**Problem: reading the errors in the atomization energy of PH₂**

The PH₂ radical is bent, with P–H bonds of 1.42 Å at about 93°, and its unpaired electron occupies the phosphorus 3p orbital perpendicular to the molecule. The atomization energy D is the energy of P + 2 H less that of the molecule, 623.7 kJ/mol at the reference level, UCCSDT(Q). The error Δ of a level is its D less the reference D in the same basis and at the same geometry, so a negative Δ means too little binding. The prefixes R and U denote restricted open-shell and unrestricted determinants, and "valence" marks an active space of seven electrons in six orbitals.

Errors in the atomization energy of PH₂ (neutral doublet), calculated with Ansatz 0.2.0 at the levels listed, in the cc-pV(T+d)Z basis at the MP2(full)/6-31G* geometry, with cores frozen in the correlated wavefunction levels. The valence active space holds 7 electrons in 6 orbitals, and no zero-point or spin–orbit term is included.

| level | this level less the reference (UCCSDT(Q), same basis) (kJ/mol) |
| --- | --- |
| RHF | -183.30 |
| UHF | -169.61 |
| RMP2 | -25.94 |
| UMP2 | -28.68 |
| CISD | -26.74 |
| RCCSD | -5.28 |
| UCCSD | -4.95 |
| RCCSD(T) | -0.34 |
| UCCSD(T) | -0.51 |
| BCCD(T) | -0.35 |
| RCCSDT | -0.10 |
| UCCSDT | -0.18 |
| RCCSDT(Q) | 0.09 |
| CASSCF valence | -92.01 |
| NEVPT2 valence | -28.97 |
| MRCISD valence | -7.81 |
| MRCISD+Q valence | -1.74 |
| SPW92 | 103.06 |
| PBE | 22.83 |
| BLYP | 35.36 |
| revPBE | 11.27 |
| r2SCAN | 27.75 |
| B97M-V | 43.12 |
| PBE0 | 16.66 |
| B3LYP | 39.75 |
| r2SCANh | 25.07 |
| r2SCAN0 | 21.38 |
| BHLYP | 27.06 |
| CAM-B3LYP | 38.24 |
| wB97X-V | 42.14 |
| wB97M-V | 34.71 |
| HSE06 | 17.06 |
| B2PLYP | 21.27 |
| PBE-QIDH | 4.30 |
| RPA-PBE | 6.63 |

**(a)** In the same runs the molecule lies above its reference energy by 448.39 kJ/mol at UHF, 88.41 at UMP2 and 2.90 at UCCSD(T). Find how far the atoms lie above theirs, explain the sign of Δ, and estimate Δ for UMP2 and UCCSD(T) on the assumption that a level misses the same fraction of the correlation energy in the molecule and in the atoms.

**Solution.** Let M be the energy of the molecule above its reference value and A the same for the three atoms together. Since D is atoms less molecule, Δ = A − M. For UHF this gives A₀ = 448.39 − 169.61 = 278.78 kJ/mol, where the subscript 0 marks Hartree–Fock. A hydrogen atom has one electron and no correlation, so A belongs to phosphorus.

The molecule has more correlation energy to lose than the atoms, and pair counting says why. Electrons of opposite spin are not kept apart by the Pauli principle, so they carry most of the correlation energy. Phosphorus in its quartet ground state has four valence electrons of one spin and one of the other, hence 4 such pairs, while PH₂ with four and three has 12. The count gives the direction only, since pairs differ in strength: the correlation energy of the molecule is about 1.6 times that of the atoms, not three times. Hartree–Fock neglects the correlation of the new pairs and loses 84.8 kJ/mol per bond at UHF, 27 % of D. Any level that recovers only part of the correlation should therefore underbind, and 16 of the 17 wavefunction rows do, RCCSDT(Q) being the exception.

Write M = f_M·M₀ and A = f_A·A₀, where f is the fraction of correlation missed. Then

Δ = f_A·A₀ − f_M·M₀ = f_M·Δ₀ + (f_A − f_M)·A₀.

With equal fractions only the first term survives, and nothing is fitted. For UMP2:

f_M = 88.41 / 448.39 = 0.1972, and f_M·Δ₀ = 0.1972 × (−169.61) = −33.4 kJ/mol.

The table has −28.68, so the estimate is 17 % too large in size. The second term makes up the gap by construction, since A itself was obtained from Δ. What it reveals is that UMP2 misses a larger share, 21.43 %, in the atoms:

(0.2143 − 0.1972) × 278.78 = +4.8 kJ/mol.

An imbalance of under two percentage points matters because it multiplies the whole correlation energy of phosphorus.

For UCCSD(T) the estimate is −1.10 kJ/mol against −0.51 in the table. The molecule is 2.90 kJ/mol too high, and 82 % of that cancels against the atoms. The small Δ is thus a difference of two larger errors and understates how far each energy is from the reference.

The split for thirteen rows stands in the output printed after this text. The estimate is 17 to 35 % too large for the MP2 and CCSD rows, and two to three and a half times too large for the three (T) rows, where the miss is under 1 kJ/mol. It gets the sign of RCCSDT(Q) wrong, but at that scale Δ no longer describes bonding. The gap of 0.17 kJ/mol between RCCSD(T) and UCCSD(T) sits almost wholly in the atoms and reflects the choice of determinant for phosphorus.

**(b)** CISD places the molecule 37.65 kJ/mol above the reference, less than half the UMP2 figure, and RHF places it 462.92 above. Apply the estimate of part (a), say how CISD differs from the other rows, and decide whether strong static correlation or something else is at fault.

**Solution.** The same two steps give

f_M = 37.65 / 462.92 = 0.0813, and 0.0813 × (−183.30) = −14.9 kJ/mol.

The table has −26.74, nearly twice as much and about as poor as MP2. CISD is the only row in which the estimate has the right sign and is too small. The split shows the reason: CISD misses 8.13 % of the correlation in the molecule and only 3.90 % in the atoms. The imbalance term is then negative and adds to the error where in MP2, CCSD and CCSD(T) it cancels part of it. The warning sign is this larger share missed in the molecule: the total energy is well below that of MP2, yet D is no better.

Strong static correlation is not the cause. The coupled-cluster runs give T₁ diagnostics (a measure of the size of the single excitations) of 0.015 to 0.020 and a largest double amplitude near 0.06, so one determinant dominates. RCCSD starts from the same determinant and is also built on single and double excitations, and its error is only −5.28 kJ/mol.

The established cause is that truncated CI is not size-extensive. When two electron pairs correlate independently, the wavefunction contains the product of two double excitations, which is a quadruple excitation. Coupled cluster generates such products through its exponential form, and CISD leaves them out. The fraction of correlation lost is then roughly 1 − c₀², the weight of all excited configurations, with c₀ the coefficient of the reference determinant. That weight grows with the number of correlating pairs, so the molecule loses a larger share than the phosphorus atom, and a molecule with more bonds should fare worse still.

The numbers locate the damage where this argument puts it. Of the 21.46 kJ/mol between CISD and RCCSD, 19.65 sits in the molecule. The other 1.81 comes from CISD placing the atoms lower than RCCSD does; a wider set of spin couplings for the open-shell atom is a possible reason, and it is untested. Such a gain would also hide part of the atom's own loss from the missing products, so the two effects are not cleanly separated here. The Davidson correction, which adds about (1 − c₀²) times the correlation energy, with c₀² now the weight of the whole active-space reference, removes 78 % of the MRCISD error, as the same argument would have it.

CASSCF shows the opposite imbalance. In the valence space the quartet S state of phosphorus has no second configuration of its symmetry to mix with, so by this argument the whole gain of 91.29 kJ/mol over RHF belongs to the molecule. That gain is about 20 % of the molecule's correlation yet 50 % of the RHF error, since it is mainly the left–right correlation of the new bonds and nothing in the atoms offsets it. The remaining −92.01 is dynamic correlation. CASSCF can settle on a higher solution, so the rows built on it are read with less confidence.

**(c)** All 18 functional and RPA rows are positive. Decide how much of this is a fault of the functionals, using SPW92, PBE and B3LYP.

**Solution.** A positive Δ means more binding than a triple-zeta, frozen-core reference, which is not the same as more binding than nature. A correlated wavefunction must describe the cusp where two electrons meet, and this converges slowly with basis size, whereas an ordinary functional needs only the density and the occupied orbitals. By part (a) the molecule has the larger correlation energy, so it also loses more to the finite basis, and the reference D is too small. Part of each positive Δ of an ordinary functional is therefore the reference's own shortfall. Zero-point motion and spin–orbit coupling are left out on both sides, so none of these values compares directly with a measurement.

The size of the shift can be judged against the 169.61 kJ/mol of binding that correlation supplies beyond UHF. To erase the PBE error that amount would have to grow by 13 %, and for SPW92 by 61 %. A triple-zeta basis forfeits something like a tenth of the valence correlation, a rough recalled size that this table does not test. On that scale the true signs for revPBE and PBE0 are open and PBE may be only mildly overbound, while SPW92 overbinds on any reading.

Differences among functionals survive a common shift of the reference. The runs add no dispersion term to any functional, and the three whose names end in -V were fitted together with one, so their rows don't judge the published functionals and are left out here. The other 11 ordinary gradient-corrected rows span 28.48 kJ/mol, from revPBE to B3LYP, so at least one of them stays wrong by about 14 whatever the shift. PBE-QIDH, with the smallest error at +4.30, takes part of its correlation from virtual orbitals and shares some of the reference's slow convergence. Its agreement is in part a shared basis deficit and doesn't rank it first.

The SPW92 error is the known failure of the local approximation. Local exchange is too weak where the density varies fast relative to its size, as in the outer tails of atoms. Bonding removes some of that tail region, so the atoms are left too high relative to the molecule and Δ = A − M is positive. A gradient correction lowers the atoms more than the molecule: PBE takes off 80.23 kJ/mol, and revPBE, with stronger exchange at large gradients, another 11.56. The order agrees with the argument, though the table doesn't separate atoms from molecule for these rows.

For this molecule, exact exchange reduces binding in the rows where it is the only change. A semilocal exchange hole stays near its electron and so imitates the left–right correlation of a bond, and replacing part of it removes part of that imitation. The table shows about 2.5 to 2.7 kJ/mol less binding per 10 % in the PBE and r2SCAN families and 1.66 from BLYP to BHLYP. B3LYP breaks the pattern, lying 4.39 above BLYP, because it also scales down the gradient correction to exchange and mixes in local VWN-RPA correlation. A step back towards the local approximation should add binding, but how the rise divides between the two changes is untested.

PH₂ appears when phosphine decomposes in phosphorus doping and in the epitaxial growth of phosphides. The mean errors of the PBE-type and LYP-type functionals differ here by 9.1 kJ/mol per P–H bond, averaged over the two bonds of this one molecule. Near 900 K, where RT is 7.5 kJ/mol, such a difference in the energy of a reaction step changes its equilibrium constant by exp(9.1/7.5), a factor between three and four.

The analysis program printed:

```
P-H 1.42 A, angle 93 deg; UHF S^2 excess 0.019, quartet weight about 0.6 %
energies in kJ/mol; table rounded to 0.01, split below good to about 0.01
opposite-spin valence pairs: molecule 12, P atom 4
RHF: misses 29.4 % of 623.7, 91.7 per bond (0.95 eV)
UHF: misses 27.2 % of 623.7, 84.8 per bond (0.88 eV)
level: error | molecule, atoms above reference | % correlation missed molecule, atoms | equal-fraction estimate
RHF        -183.30 |  462.92  279.62 | 100.00 100.00 | -183.30
UHF        -169.61 |  448.39  278.78 | 100.00 100.00 | -169.61
RMP2        -25.94 |   85.84   59.90 |  18.54  21.42 |  -33.99
UMP2        -28.68 |   88.41   59.73 |  19.72  21.43 |  -33.44
CISD        -26.74 |   37.65   10.91 |   8.13   3.90 |  -14.91
RCCSD        -5.28 |   18.00   12.72 |   3.89   4.55 |   -7.13
UCCSD        -4.95 |   17.49   12.54 |   3.90   4.50 |   -6.62
RCCSD(T)     -0.34 |    2.91    2.57 |   0.63   0.92 |   -1.15
UCCSD(T)     -0.51 |    2.90    2.39 |   0.65   0.86 |   -1.10
BCCD(T)      -0.35 |    2.92    2.57 |   0.63   0.92 |   -1.16
RCCSDT       -0.10 |    0.58    0.48 |   0.13   0.17 |   -0.23
UCCSDT       -0.18 |    0.49    0.31 |   0.11   0.11 |   -0.19
RCCSDT(Q)     0.09 |    0.08    0.17 |   0.02   0.06 |   -0.03
estimate/error: RMP2 1.31, UMP2 1.17, CISD 0.56, RCCSD 1.35, UCCSD 1.34, RCCSD(T) 3.39, UCCSD(T) 2.15, BCCD(T) 3.30, RCCSDT 2.30, UCCSDT 1.03, RCCSDT(Q) -0.36
RHF less UHF: error -13.69, molecule 14.53, atoms 0.84
RMP2 less UMP2: error 2.74, molecule -2.57, atoms 0.17
RCCSD(T) less UCCSD(T): error 0.17, molecule 0.01, atoms 0.18
CISD less RCCSD: error -21.46, molecule 19.65, atoms -1.81
RMP2 singles in molecule -7.87; CISD fraction missed molecule/atoms 2.08
binding gained (U): (T) 4.44, full T 0.33, (Q) 0.18
UCCSD(T): 82 % of the molecule's error cancels against the atoms
CASSCF gains 91.29 on RHF = 50 % of RHF error, 20 % of molecule correlation if atoms gain nothing
NEVPT2 less RMP2 -3.03; MRCISD less CISD 18.93; +Q adds 6.07 = 78 % of MRCISD error
wavefunction rows 17: negative 16, within 4.184 of reference 7
functional and RPA rows 18: positive 18, within 4.184 of reference 0
local: 103.06 to 103.06, mean 103.06, per bond 51.5, 16.5 % of binding
PBE type: 11.27 to 22.83, mean 16.95, per bond 8.5, 2.7 % of binding
r2SCAN type: 21.38 to 27.75, mean 24.73, per bond 12.4, 4.0 % of binding
LYP type: 27.06 to 39.75, mean 35.10, per bond 17.6, 5.6 % of binding
B97 type: 34.71 to 43.12, mean 39.99, per bond 20.0, 6.4 % of binding
with virtual orbitals: 4.30 to 21.27, mean 10.73, per bond 5.4, 1.7 % of binding
PBE to PBE0: change -6.17, per 10 % exact exchange -2.47
r2SCAN to r2SCANh: change -2.68, per 10 % exact exchange -2.68
r2SCAN to r2SCAN0: change -6.37, per 10 % exact exchange -2.55
BLYP to BHLYP: change -8.30, per 10 % exact exchange -1.66
BLYP to B3LYP: change +4.39, per 10 % exact exchange +2.20
B3LYP above the BLYP-BHLYP line at 20 %: 7.71; HSE06 less PBE0 0.40
PBE less SPW92 -80.23; revPBE less PBE -11.56; BLYP less PBE 12.53
14 ordinary gradient-corrected rows: spread 31.85, least possible worst error after a common shift 15.92
rise of correlation binding (UHF error) needed to erase: revPBE 7 %, PBE0 10 %, PBE 13 %, B3LYP 23 %, B97M-V 25 %, SPW92 61 %
```
